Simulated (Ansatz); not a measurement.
## La₂O₃: energy above lowest point against volume scale

Free energy against uniform scaling of the volume at fixed shape and fractions; periodic cell, basis, potentials, k mesh and filling as listed. The results are calculated, by Ansatz 0.2.0.

The cell before it is scaled or strained (space group P-3m1, No. 164):
```
La2O3
1.0
      3.9308     0.0000     0.0000
     -1.9654     3.4042     0.0000
      0.0000     0.0000     6.1120
La O
2 3
Direct
  0.66667 0.33333 0.75376
  0.33333 0.66667 0.24624
  0.66667 0.33333 0.35411
  0.33333 0.66667 0.64589
  0.00000 0.00000 0.00000
```

Settings of every row: functional PBE; dispersion none; potentials PAW; wave cutoff 450 eV; density cutoff 1800 eV; k mesh 6x6x4; k shift 0x0x0; occupations fixed; smearing width 0 eV; spin none.

| row | volume scale | V (Å³/atom) | energy above lowest point (meV/atom) |
| --- | --- | --- | --- |
| 1 | 0.88 | 14.394 | 149.4 |
| 2 | 0.92 | 15.049 | 67.4 |
| 3 | 0.96 | 15.703 | 19.8 |
| 4 | 1 | 16.357 | 0 |
| 5 | 1.04 | 17.012 | 2.7 |
| 6 | 1.08 | 17.666 | ? |
| 7 | 1.12 | 18.32 | 59.5 |

Question: what energy above lowest point should row 6 give?

Worked fit of energy above lowest point. Take u = (V_r/V)^(2/3) − 1 with V_r = 16.03 Å³ an atom, which is twice the finite (Eulerian) strain; such expansions in the strain, on which the Birch-Murnaghan equation of state is built, carry the rest volume and the bulk modulus. The shown rows have u = 0.0744, 0.043, 0.01383, -0.01337, -0.03886, -0.08517. Least squares give energy above lowest point = 6.8 + 720.7 × u + 15913 × u² + 2182 × u³ meV/atom; a parabola predicts inner rows, each left out in turn, worse (root mean square 0.35 against 0.023 meV/atom). All shown rows lie on it to the printed digit. Its lowest point lies at u = -0.0228, or V = 16.59 Å³ an atom, and the curvature there gives the bulk modulus at fixed shape and fractions, B = (4/9)(1 + u)² E″(u)/V = 129 GPa. Letting shape and atoms relax would as a rule lower it, by much in layered, chain or molecular crystals. The withheld row has u = -0.06273, so the fit gives 6.8 + 720.7 × (-0.06273) + 15913 × (-0.06273)² + 2182 × (-0.06273)³ = 23.7 meV/atom.

The calculation gave 23.7 meV/atom. The fit meets it to the printed digit.
